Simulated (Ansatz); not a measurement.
MoS2: pressure and energy above lowest point against volume scale

Free energy against uniform scaling of the volume at fixed shape and fractions; periodic cell, basis, potentials, k mesh and filling as listed. The results are calculated, by Ansatz 0.2.0.

The cell before it is scaled or strained (space group P-3m1, No. 164):
```
CELL_PARAMETERS angstrom
3.22750 0.00000 0.00000
-1.61370 2.79510 0.00000
0.00000 0.00000 6.31250
ATOMIC_POSITIONS crystal
Mo 0.00000 0.00000 0.50000
S 0.33333 0.66667 0.25532
S 0.66667 0.33333 0.74468
```

Settings of every row: functional PBEsol; dispersion none; potentials PAW; wave cutoff 450 eV; density cutoff 1800 eV; k mesh 10x10x5; k shift 0x0x0; occupations methfessel paxton; smearing width 0.1 eV; spin none.

Limits: a layered crystal: even scaling strains the bonds within the layers, so this curve is stiffer than the crystal under pressure; coarse k mesh, up to 40 meV an atom off; the cell comes from a prototype or a list of computed structures and needn't be the stable phase.

| row | volume scale | V (Å³/atom) | pressure (GPa) | energy above lowest point (meV/atom) |
| --- | --- | --- | --- | --- |
| 1 | 0.92 | 17.464 | 9.38 | 29 |
| 2 | 0.9467 | 17.97 | 4.47 | 7.3 |
| 3 | 0.9733 | 18.475 | 0.25 | 0 |
| 4 | 1 | 18.982 | -3.39 | 5.1 |
| 5 | 1.0267 | 19.489 | ? | ? |
| 6 | 1.0533 | 19.994 | -9.23 | 45.9 |
| 7 | 1.08 | 20.501 | -11.56 | 78.8 |

Question: what pressure and energy above lowest point should row 5 give?

Worked fit of pressure. Take u = (V_r/V)^(2/3) − 1 with V_r = 18.729 Å³ an atom, which is twice the finite (Eulerian) strain; such expansions in the strain, on which the Birch-Murnaghan equation of state is built, carry the rest volume and the bulk modulus. The shown rows have u = 0.04772, 0.02796, 0.00914, -0.00891, -0.04264, -0.05849. Least squares give pressure = −1.641 + 201.78 × u + 583.8 × u² + 574 × u³ GPa; a parabola predicts inner rows, each left out in turn, worse (root mean square 0.026 against 0.0047 GPa). All shown rows lie on it to the printed digit. The pressure vanishes at u = 0.0079, or V = 18.51 Å³ an atom, and there the bulk modulus at fixed shape and fractions is B = −V dP/dV = (2/3)(1 + u) dP/du = 142 GPa. Letting shape and atoms relax would as a rule lower it, by much in layered, chain or molecular crystals. The withheld row has u = -0.02617, so the fit gives −1.641 + 201.78 × (-0.02617) + 583.8 × (-0.02617)² + 574 × (-0.02617)³ = -6.53 GPa.

The calculation gave -6.53 GPa. The fit meets it to the printed digit.

Worked fit of energy above lowest point. Take u = (V_r/V)^(2/3) − 1 with V_r = 18.729 Å³ an atom, which is twice the finite (Eulerian) strain; such expansions in the strain, on which the Birch-Murnaghan equation of state is built, carry the rest volume and the bulk modulus. The shown rows have u = 0.04772, 0.02796, 0.00914, -0.00891, -0.04264, -0.05849. Least squares give energy above lowest point = 1.12 − 288.3 × u + 18059 × u² + 4765 × u³ meV/atom; a parabola predicts inner rows, each left out in turn, worse (root mean square 0.21 against 0.041 meV/atom). All shown rows lie on it to the printed digit. Its lowest point lies at u = 0.0080, or V = 18.51 Å³ an atom, and the curvature there gives the bulk modulus at fixed shape and fractions, B = (4/9)(1 + u)² E″(u)/V = 142 GPa. Letting shape and atoms relax would as a rule lower it, by much in layered, chain or molecular crystals. The withheld row has u = -0.02617, so the fit gives 1.12 − 288.3 × (-0.02617) + 18059 × (-0.02617)² + 4765 × (-0.02617)³ = 20.9 meV/atom.

The calculation gave 20.9 meV/atom. The fit meets it to the printed digit.
